When an oxygen vacancy in zinc oxide moves by one site, it starts and ends in the same kind of place. The natural sketch of its energy along the way is therefore a smooth hump with equal flanks. Here the ends do agree and the highest image lies near the middle, at about 1 eV, but the flanks differ. The sketch serves well for the first half of this jump and badly for the second.

Nudged elastic band for an oxygen-vacancy jump in Zn8O7 (fixed 15-atom cell, charge +2 e), with five inner images and no climbing image. Computed with Ansatz 0.2.0 by plane-wave PAW density functional theory: PBE, scalar-relativistic, no spin polarisation, 420 eV cutoff, 4×4×4 k mesh, Gaussian smearing of 0.05 eV. Energies are electronic free energies.

```
image number  image path length (Å)  image energy (eV over image 0)
           0                  0.000                          0.0000
           1                  0.772                          0.3315
           2                  1.543                          0.8400
           3                  2.315                          0.9967
           4                  3.087                          0.6177
           5                  3.859                          0.5772
           6                  4.632                          0.0000
```

The vacancy moves because a neighbouring oxygen atom jumps into it. The atom has to loosen its bonds to the zinc atoms around it, squeeze past others and form new bonds on the far side. Energy rises while bonds are stretched and falls as the new ones form. Each image is a snapshot of this passage, and the image energy is counted from the starting structure.

A rule for the hump follows from what is known about its ends. Let x be the fraction of the path covered, that is, the image path length divided by its final value. The energy E is zero at x = 0 and at x = 1, and because both ends are relaxed structures, the curve must also be flat there. The simplest polynomial that meets these demands is x²(1 − x)². It reaches 1/16 at the middle, so a hump of height E_top is

E = 16 E_top x²(1 − x)²

In practice two fractions are enough to remember. One third of the way from either end, the energy should be 64/81 of the top, or about four fifths. One sixth of the way from either end, it should be 25/81, a little under a third. The rule gives the shape only, and the height has to come from elsewhere, here from image 3.

Image 2 shows the rule at work. It lies at x = 1.543/4.632 = 0.333, so the estimate is

E = 16 × 0.997 eV × (1/3)² × (2/3)² = 0.79 eV

The computed value is 0.84 eV, which makes the estimate about 6 % too low. Image 2 played no part in setting the height, so this is a fair trial of the shape, though a single one.

Image 5 lies one sixth of the way from the far end, and the same steps give 25/81 of 0.997 eV, or 0.31 eV. The calculation gives 0.58 eV, nearly twice as much. Image 1, the same distance from the other end, has only 0.33 eV. The fault therefore lies in the assumption of equal flanks, and no choice of height would repair it.

Symmetry explains why that assumption is unsafe. The straight jump measures 3.25 Å, which matches the distance from an oxygen atom to one in the next layer along the hexagonal axis of the crystal. In the wurtzite structure each oxygen has one zinc neighbour along this axis and three towards the opposite side, and the single neighbour lies on the same side of every oxygen. An atom that changes layers thus leaves its old site through one kind of side and enters the new one through the other kind. No symmetry operation of the crystal turns this journey round, so equal ends do not demand equal flanks. Symmetry does not say how unequal they will be. In the starting band, before its images were relaxed, matching images on the two flanks differed by less than 0.01 eV; the large difference appeared only as the atoms relaxed.

A jump within one layer is a useful contrast. There a mirror plane stands halfway between the two oxygen sites, and a path that respects it must have equal flanks. The same test can be made for a neighbouring material before any calculation: look for an operation that swaps the two sites. If there is one, a symmetric sketch is a sound start; if there is none, the two flanks have to be treated as separate unknowns.

The misfit also has a telling shape. From image 4 to image 5 the energy falls by only 0.04 eV, and the last step to the end takes it down by the remaining 0.58 eV. This is a shoulder, not a hump that leans to one side: a lean term added to the rule and fitted to the five inner images hardly improves it. The moving atom may find a temporary foothold among the zinc atoms there, but that is a guess, and more images on this stretch would be needed to see whether the shoulder holds a shallow minimum.

Over the four images that did not set the height, the typical (root-mean-square) error is 0.16 eV, about one sixth of the barrier. Two straight lines drawn from the ends to the top do equally well overall, at 0.15 eV. The smooth hump earns its place on the first flank, where it stays within about 0.05 eV while the straight lines miss image 2 by 0.18 eV. The output below sets both sketches beside the computed band.

It is tempting to run the rule backwards and obtain the barrier from one image near an end. Such an image is less cheap than it looks: in the unrelaxed starting band image 1 lay about 1.3 eV above the start, and it came down to 0.33 eV only when the whole band was relaxed. Even with relaxed images the shortcut is risky. Dividing the energy of image 1 by the fraction of the top that the rule assigns to it gives 1.07 eV, close to the computed top. Image 5 treated in the same way gives 1.87 eV. Without knowing which flank is the ordinary one, the user of this shortcut risks an error of nearly a factor of two.

For a diffusion estimate this matters a great deal, because the jump rate depends exponentially on the barrier. At room temperature a change of about 0.06 eV alters the rate tenfold. The hand rule thus gives no more than a first sketch of the profile, and the height needs a calculation near the top. If the whole profile is wanted for a jump without a reversing symmetry, at least one image on each flank should be computed as well.

The height used here has its own uncertainty. It belongs to the highest image and not to a located saddle point; a parabola through images 2 to 4 puts the top only about 0.01 eV higher, but the forces left on that image allow somewhat more. The cell is also small: one oxygen site in eight is empty, and the charged vacancies lie close enough to disturb one another. The value of 1 eV should therefore not be used as the barrier of an isolated vacancy.

The electronic method adds a further doubt at the top. PBE, the density functional used, makes the band gap of zinc oxide much too small. At image 3 only about 0.05 eV separates the filled from the empty states, although the crowded vacancies may share the blame for that. For a rate that is to guide a process, the sensible next steps are a larger cell, a climbing image that settles on the saddle, and a check of the top with a functional that gives a better gap.

Output of the analysis:

```
Rule and tent against the band, energies in eV:
  row  fraction of path  rule fraction of top    rule   rule miss    tent   tent miss
    0                 0                     0       0           0       0           0
    1            0.1667                0.3086  0.3076    -0.02388  0.3322   0.0007333
    2            0.3331                0.7896   0.787    -0.05299   0.664      -0.176
    3            0.4998                     1  0.9967  -3.716e-07  0.9963  -0.0004304
    4            0.6665                0.7906   0.788      0.1703  0.6649      0.0472
    5            0.8331                0.3093  0.3083     -0.2689  0.3327     -0.2445
    6                 1                     0       0           0       0           0
rms miss of the rule on images 1 2 4 5, eV: 0.1618
rms miss of the tent on images 1 2 4 5, eV: 0.1525
least rms miss of any mirror-symmetric curve on these four, eV: 0.1171
largest miss of the rule on images 1 and 2, eV: 0.05299
largest miss of the tent on images 1 and 2, eV: 0.176
miss of the rule at image 2, percent: -6.309
miss of the rule at image 5, percent: -46.59
image 5 less image 1, eV: 0.2457
image 2 less image 4, eV: 0.2223
fall from image 4 to image 5, eV: 0.0405
height guessed from image 1 alone, eV: 1.074
height guessed from image 2 alone, eV: 1.064
height guessed from image 4 alone, eV: 0.7813
height guessed from image 5 alone, eV: 1.866
fit of image_energy on 5 rows (q > 0.001): coefficient of q 0.9958 +/- 0.12, coefficient of lean 0.0371 +/- 0.39; rms 0.145, worst 5 -0.277, leave-one-out rms 0.235
  rows outside the fit (model, value, miss): 0 0, 0, 0; 6 0, 0, 0
parabola through images 2 3 4, top above image 3, eV: 0.01153
parabola top, shift from image 3 towards the start, image steps: 0.2075
O-O distance within a layer of ideal-site wurtzite, Å: 3.28
O-O distance to the next layer, Å: 3.254
straight jump length of the run, Å: 3.254
path length over straight jump length: 1.423
```
